\paragraph{The model.}
One kind of oxide site binds propene at rate $k_1p$ per empty site, releases it with $k_{-1}$, or breaks an allylic C--L bond (L = H, D) irreversibly with $k_L$, after which the site is restored at once. Binding carries no isotope effect. The bound methyl group has three rotamers, formed equally often. Each offers one hydrogen to a lattice oxygen and passes to each of the other two with $k_r$. Let $\alpha=k_H/k_D$. All three experiments lead to one expression,
\begin{equation}\label{E}
\frac{k_H}{k_D}\,\frac{g+k_D}{g+k_H}=\frac{\alpha+c}{1+c}\equiv E(c),\qquad c=\frac{k_H}{g},
\end{equation}
and differ only in the rate $g$ that competes with cleavage.

\paragraph{Separate runs, $\mathrm{C_3H_6}$ and $\mathrm{C_3D_6}$.}
The rotamers are equivalent. The steady state $k_1p(1-\theta)=(k_{-1}+k_L)\theta$ gives the turnover frequency
\begin{equation}
v_L=k_L\theta=\frac{k_Lk_1p}{k_{-1}+k_L+k_1p},
\end{equation}
so at equal pressure $v_H/v_D=E(c)$ with $g=k_{-1}+k_1p$. Saturation gives $\alpha$, but the true condition is $k_{-1}+k_1p\gg k_H$, which a weakly bound molecule meets at any coverage.

\paragraph{Mixed feed.}
Both molecules draw on the same empty fraction $\theta_0$, so $\theta_L=k_1p_L\theta_0/(k_{-1}+k_L)$. In the ratio $\theta_0$ cancels:
\begin{equation}
\frac{v_H/p_H}{v_D/p_D}=E(c),\qquad g=k_{-1}.
\end{equation}
No pressure is left, so saturation cannot unmask $\alpha$. This is also the $p\to0$ limit of separate runs.

\paragraph{One molecule, $\mathrm{CH_2{=}CH{-}CH_2D}$.}
Let $A$ be the summed coverage of the two rotamers that offer H, $B$ that of the rotamer that offers D, and $J=k_1p\theta_0$:
\begin{align}
\tfrac23J+2k_rB&=(k_{-1}+k_H+k_r)A,\\
\tfrac13J+k_rA&=(k_{-1}+k_D+2k_r)B .
\end{align}
Cramer's rule gives $A/B=2(k_{-1}+k_D+3k_r)/(k_{-1}+k_H+3k_r)$, hence
\begin{equation}
\frac{\text{H loss}}{\text{D loss}}=\frac{k_HA}{k_DB}=2E(c),\qquad g=k_{-1}+3k_r .
\end{equation}
The factor 2 counts bonds and must be divided out. Free interchange means $3k_r\gg k_H$, and then $E=\alpha$ even for $k_{-1}=0$. With $k_r=0$ the experiment is masked exactly as the mixed feed is.

\paragraph{A size for $\alpha$.}
Let the C--L stretch become the reaction coordinate and leave the other modes unchanged, without tunnelling. The lost partition function is $1/(2\sinh(u/2))$ with $u=hc_0\tilde\nu/k_BT$ ($c_0$ the speed of light), so
\begin{equation}
\alpha=\frac{\sinh(u_H/2)}{\sinh(u_D/2)} .
\end{equation}
Assumed inputs are $\tilde\nu_H=2900$ cm$^{-1}$, a diatomic C--L oscillator with masses 12, 1.008 and 2.014 u, and $T=723$ K, a typical temperature for acrolein formation on bismuth molybdate. Then $\tilde\nu_D/\tilde\nu_H=0.734$, $u_H=5.77$, $u_D=4.24$ and the model's $\alpha$ is 2.2. A single mode supports no third figure.

\paragraph{Numbers.}
With $\alpha=2.2$ as input and assumed rates in units of $k_H$, the values of $E$ are exact within the kinetic model to the digits shown.
\begin{center}
\begin{tabular}{c|cc|c|cc}
 & \multicolumn{2}{c|}{separate} & mixed & \multicolumn{2}{c}{intramolecular}\\
$k_{-1}$ & $k_1p=1$ & $100$ & any $p$ & $k_r=1$ & $100$\\ \hline
100 & 2.19 & 2.19 & 2.19 & 2.19 & 2.20\\
1 & 1.80 & 2.19 & 1.60 & 1.96 & 2.20\\
0 & 1.60 & 2.19 & 1.00 & 1.90 & 2.20
\end{tabular}
\end{center}
The last row bears out the general statement: after irreversible binding the mixed feed shows nothing, while saturated separate runs and the freely rotating methyl group approach $\alpha$.

\paragraph{Which row is propene?}
At low coverage, small $c$ and non-activated adsorption, $v=k_1p\,k_H/k_{-1}$, so the apparent activation energy is roughly the cleavage barrier minus the desorption barrier. A typical 80 kJ/mol, $RT=6.01$ kJ/mol and assumed equal prefactors give the model's $c=e^{-80/6.01}\approx2\times10^{-6}$. The other two experiments have a larger $g$ and a smaller $c$. Propene then lies beyond the first row, in keeping with the usual near first-order dependence on its pressure, and masking does not separate the three experiments. The following effects do.

\paragraph{Slow restoration of the site.}
Insert a spent state that recovers with an isotope-independent $k_{ox}$. Then $1/v_L$ gains the term $1/k_{ox}$, and at saturation $v_H/v_D=E(k_H/k_{ox})$, or 1.60 for $k_{ox}=k_H$. Both competitive ratios stay as they were, since only $\theta_0$ changes.

\paragraph{The two $k_D$ are not the same.}
Let $P$ be the primary effect and let each spectator D on the reacting carbon slow cleavage by $s$. For $c\to0$, and neglecting the vinyl deuteriums, $\mathrm{C_3H_6/C_3D_6}$ gives $Ps^2$. In the $d_1$ molecule the spectator D slows the H loss, which gives $P/s$. An assumed $s=1.15$ at 298 K, scaled roughly as $s^{298/T}$, is 1.06 at 723 K. With $P=2.2$ the values are 2.47 and 2.08, a factor $s^3=1.19$ apart. Read through Eq.~(\ref{E}) as $1+c=(2.47-1)/(2.08-1)$, this gap would mimic $c=0.36$. An isotope effect on the binding constant $K=k_1/k_{-1}$ multiplies the mixed-feed value by $K_H/K_D$ in the same limit and drops out of saturated separate runs.

\paragraph{Conversion.}
In a batch or plug-flow reactor with mixed feed, $dp_H/dp_D=E\,p_H/p_D$ integrates to $E=\ln(1-X_H)/\ln(1-X_D)$ for conversions $X_L$. For $E=2.2$ and $X_H=0.5$ one finds $X_D=0.27$, and the ratio $X_H/X_D$ is only 1.85. The intramolecular ratio does not drift, because H and D sites are consumed together. Both readings presume no H/D exchange through surface hydroxyls.

\paragraph{The label in acrolein.}
The allyl intermediate is symmetric and loses a second terminal hydrogen, with isotope effect $\beta$. The first step removes D with probability $1/(1+2\alpha)$. The surviving $\mathrm{CH_2CHCHD}$ loses it later with probability $f$. If oxygen attaches reversibly at either end, three H compete with one D and $f=1/(3\beta+1)$. If it attaches once, $f=1/[2(\beta+1)]$. The unlabelled fraction of acrolein is
\begin{equation}
x_0=\frac{1+2\alpha f}{1+2\alpha}.
\end{equation}
For an assumed $\beta=\alpha=2.2$ the first step contributes 0.185, $f$ is 0.132 or 0.156, and the model's $x_0$ is 0.29 or 0.31. Assigning 0.29 to the first step alone would return $(1-x_0)/2x_0=1.2$ in place of 2.2.